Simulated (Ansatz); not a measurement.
How methods differ on [B2H5]− (SMILES B[BH3-])

[B2H5]− has 7 atoms, charge -1, and is taken as a singlet. As SMILES, `B[BH3-]`. The shape is that of a GFN2-xTB optimisation.

```xyz
7

B     0.2100   -0.8136    0.4743
B    -0.1199    0.6135   -0.3494
H     1.2622   -1.1283    0.9690
H    -0.6063   -1.6782    0.6575
H    -0.5315    0.3716   -1.4951
H    -1.0422    1.2301    0.2075
H     0.8278    1.4050   -0.4638
```

Quantity: the energy change with the B1–H4 bond stretched from 1.203 to 1.805 Å, in eV. The values are calculated.

```json
{"level": "HF/STO-3G (restricted)", "kind": "Hartree–Fock", "program": "Ansatz", "value (eV)": "3.05", "CPU time (all runs)": "0.14 s"}
{"level": "BLYP/STO-3G (restricted)", "kind": "GGA", "program": "Ansatz", "value (eV)": "2.14", "CPU time (all runs)": "1.8 s"}
{"level": "r2SCAN/STO-3G (restricted)", "kind": "meta-GGA", "program": "Ansatz", "value (eV)": "2.37", "CPU time (all runs)": "4.1 s"}
{"level": "B3LYP/STO-3G (restricted)", "kind": "global hybrid", "program": "Ansatz", "value (eV)": "2.38", "CPU time (all runs)": "1.9 s"}
{"level": "BHLYP/STO-3G (restricted)", "kind": "global hybrid", "program": "Ansatz", "value (eV)": "2.70", "CPU time (all runs)": "1.7 s"}
{"level": "wB97X/STO-3G (restricted)", "kind": "range-separated hybrid", "program": "Ansatz", "value (eV)": "2.55", "CPU time (all runs)": "8.9 s"}
{"level": "B2PLYP/STO-3G (restricted)", "kind": "double hybrid", "program": "Ansatz", "value (eV)": "2.51", "CPU time (all runs)": "2.6 s"}
{"level": "RPA@PBE/STO-3G (restricted)", "kind": "RPA", "program": "Ansatz", "value (eV)": "2.21", "CPU time (all runs)": "2.8 s"}
{"level": "CCSD/STO-3G (restricted)", "kind": "coupled cluster or CI", "program": "Ansatz", "value (eV)": "2.33", "CPU time (all runs)": "0.22 s"}
{"level": "CCSDT(Q)/STO-3G (restricted)", "kind": "coupled cluster or CI", "program": "Ansatz", "value (eV)": "2.31", "CPU time (all runs)": "0.56 s"}
```

Sets without diffuse functions describe the anion poorly. The first shape isn't each level's own minimum. The values span 2.14 to 3.05 eV. All rows use very small basis sets, so even the best lies far from the true value. Times are those of the runs behind each value, whatever else they computed, on shared processors of several kinds: orders of magnitude only.

Stretching this terminal B–H bond on the three-coordinate boron costs most in Hartree–Fock, 3.05 eV, against 2.31 eV with CCSDT(Q). A restricted determinant keeps too much ionic character as the bonding and antibonding σ levels approach each other, and the missing left-right correlation therefore grows along the stretch. Semilocal exchange mimics part of this correlation, which is why the cost rises from BLYP through B3LYP and BHLYP as exact exchange is added. That fraction isn't the whole story, since r2SCAN, with none, nearly matches B3LYP. BLYP and RPA fall below the coupled-cluster values, while wB97X and B2PLYP lie above them.

CCSD and CCSDT(Q) differ by little, which suggests that the bond is still largely single-reference at this length and that connected triples and quadruples matter little here. The closeness of r2SCAN and B3LYP to coupled cluster may not survive in a larger basis, where explicit correlation gains more than a density functional does. A partial stretch gives neither the dissociation energy nor the preference between losing a hydrogen atom and losing hydride.
